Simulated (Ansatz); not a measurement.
Ligand exchange: how K changes with temperature for SnH4 + C2H2S ⇌ SnH3(SH) + C2H2

Gas-phase species: SnH4 `[SnH4]`, singlet; C2H2S (ethynethiol) `C#CS`, singlet; SnH3(SH), singlet; C2H2 (acetylene) `C#C`, singlet. The partners trade H for SH: Sn–H and C–SH bonds give way to Sn–SH and C–H.

The electronic reaction energy at CCSD(T)/def2-TZVPP is -98.1 kJ/mol. Shapes: PBE0-D4/def2-TZVP. Programs: Ansatz 0.2.0. Enthalpy and entropy come from rigid-rotor, harmonic-oscillator sums on unscaled PBE0-D4/def2-TZVP wavenumbers, ideal gases at 1 bar. Symmetry numbers: SnH4 12, C2H2S 1, SnH3(SH) 1, C2H2 2. R = 8.3145 J/(mol K).

```
T (K)  ΔH (kJ/mol)  ΔS (J/(mol K))
  400        -89.4           +12.2
  600        -88.3           +14.3
  800            ?               ?
```

Q: Work out ln K at 400 and 600 K, and from these estimate it at 800 K.

A: 
1. 400 K: ΔG = -89.4 − 400 × (+12.2)/1000 = -94.3 kJ/mol; ln K = −ΔG/RT = +28.35.
2. 600 K: ΔG = -88.3 − 600 × (+14.3)/1000 = -96.9 kJ/mol; ln K = −ΔG/RT = +19.42.
3. Slope against 1000/T: (+19.42 − (+28.35))/(1.6667 − 2.5000) = +10.72, that is −ΔH/R with ΔH near -89 kJ/mol.
4. 800 K: ln K = +28.35 + (+10.72) × (1.2500 − 2.5000) = +14.95.

The full sums give ΔH = -87.6 kJ/mol, ΔS = +15.3 J/(mol K), ΔG = -99.8 kJ/mol and ln K = +15.00 at 800 K, so the line is off by -0.05 in ln K; without rounding the miss is -0.05, from the change of ΔH with temperature. The products are favoured over this whole range. An error of 10 kJ/mol in the energy moves ln K by 1.5 at 800 K. Soft modes are treated as harmonic, which can err either way at these temperatures; the lowest are those of SnH3(SH) (113 cm⁻¹). Other reactions of these species are left aside. For atoms past krypton def2 sets carry core potentials with scalar relativity. Outer-core shells of Sn are correlated, in sets that cover them unevenly.

The exchange is driven by enthalpy: ln K falls on heating even as ΔG grows more negative, because for an exothermic reaction ΔG/T still shrinks in magnitude. The likely origin is the pairing of bond partners. A weak Sn–H bond and a C–S bond are given up for a polar Sn–S bond, favoured by electropositive, thiophilic tin, and for the strong C–H bond of an sp carbon. That C–H bond is also much stiffer than Sn–H, which probably explains most of the loss in exothermicity between the electronic energy and ΔH, through zero-point energy.

The small positive ΔS need not mean a generally looser product side. With two molecules on each side, translation largely cancels, and the lowering of rotational symmetry from tetrahedral SnH4 to SnH3(SH) favours the products, though the entropy is not broken down here into its separate contributions. Entropy thus only assists a preference already set by the bonds. The size of K says nothing about the barrier, so whether the exchange would proceed at a useful rate without a catalyst remains open.
